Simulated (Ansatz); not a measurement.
**Ta₂O₅: a vibration from a frozen displacement**

These are results of Ansatz, DFT PBEsol, scalar-relativistic, plane waves, PAW, not measurements. Settings: plane waves to 420 eV, k-mesh 8×8×6 (Γ-centred), Gaussian smearing 0.05 eV. Spin–orbit coupling is left out, which matters for the heavy elements here. No spin polarisation. Energies are free energies at this smearing, counted from the undisturbed cell; pressure is positive in compression.

Zero of the scan (relaxed at this level; it needn't be the usual structure):

```xyz
7
Lattice="2.9621 -2.5380 0.0167 2.9621 2.5380 0.0167 -2.6788 0.0000 5.0873" Properties=species:S:1:pos:R:3 pbc="T T T"
Ta    0.3492   -0.2037    1.4931
Ta    2.8963   -0.2037    3.6276
O     0.7944   -1.0381    3.3286
O    -1.5155   -0.3282    4.8709
O     1.6227    1.1553    2.5603
O     4.7610   -0.3282    0.2497
O     2.4511   -1.0381    1.7921
```

Atom 5 (O) is moved by x along the Cartesian unit vector (-0.593, -0.633, -0.497); the cell and all other atoms stay fixed. The cell's volume is 76.72 Å³; the moved atoms weigh 15.999 u together and the others 425.892 u.

| x (Å) | ΔE (meV/cell) | total force on the moved atoms along the move (eV/Å) | pressure (GPa) |
| --- | --- | --- | --- |
| -0.1000 | 76.97 | 1.5007 | -0.4334 |
| -0.0667 | 34.84 | 1.0260 | -0.3816 |
| -0.0333 | 8.85 | 0.5263 | -0.2410 |
| 0.0000 | 0.00 | 0.0001 | -0.0062 |
| 0.0167 | 2.29 | -0.2759 | 0.1494 |
| 0.0333 | 9.21 | -0.5591 | 0.3305 |
| 0.0500 | 20.99 | -0.8536 | 0.5403 |
| 0.0667 | 37.77 | -1.1583 | 0.7787 |
| 0.0833 | 59.59 | -1.4722 | 1.0454 |
| 0.1000 | 86.90 | -1.7999 | 1.3448 |

**Question.** What frequency belongs to this motion?

**Answer.** The force constant is k = −dF/dx = 16.285 eV/Å², from the parabola through x = -0.0333, 0 and 0.0167. In every cell the moved atoms swing against the rest, so the mass is μ = m₁m₂/(m₁ + m₂) = 15.420 u, and ν̃ = 521.5 cm⁻¹ × √(|k|/μ) = 536 cm⁻¹. The pattern needn't be a normal mode: ν̃² is then a weighted mean of the squared nonzero frequencies at the zone centre of this cell, taken without macroscopic field, so it lies between the lowest and the highest of them.

**Question.** How far does the harmonic law reach?

**Answer.** At x = -0.100 Å, kx²/2 = 81.42 meV against the computed 76.97 meV (-5.5 %): the well is still close to harmonic there.

The oxygen sits in a single, lopsided well. The coordinates show that positive x drives it straight at one of its nearest tantalum atoms, where overlap repulsion between the closed shells rises steeply. The opposite move stretches that contact, and the restoring force grows more slowly. Hence the energy reaches 86.90 meV at one end of the scan but only 76.97 meV at the other. These deviations from the parabola have opposite signs and nearly cancel in the mean, so the anharmonicity is chiefly cubic.

The pressure tells the same story: it climbs ever faster as the contact shortens and levels off as it lengthens. Its slope at the origin shows that the displacement couples to volume at first order, so it must contain a fully symmetric component. The force constant measures the oxygen's whole cage, including the other Ta–O contacts, and not the stiffness of one bond. A restoring force along this line doesn't establish that the structure is stable against other distortions.
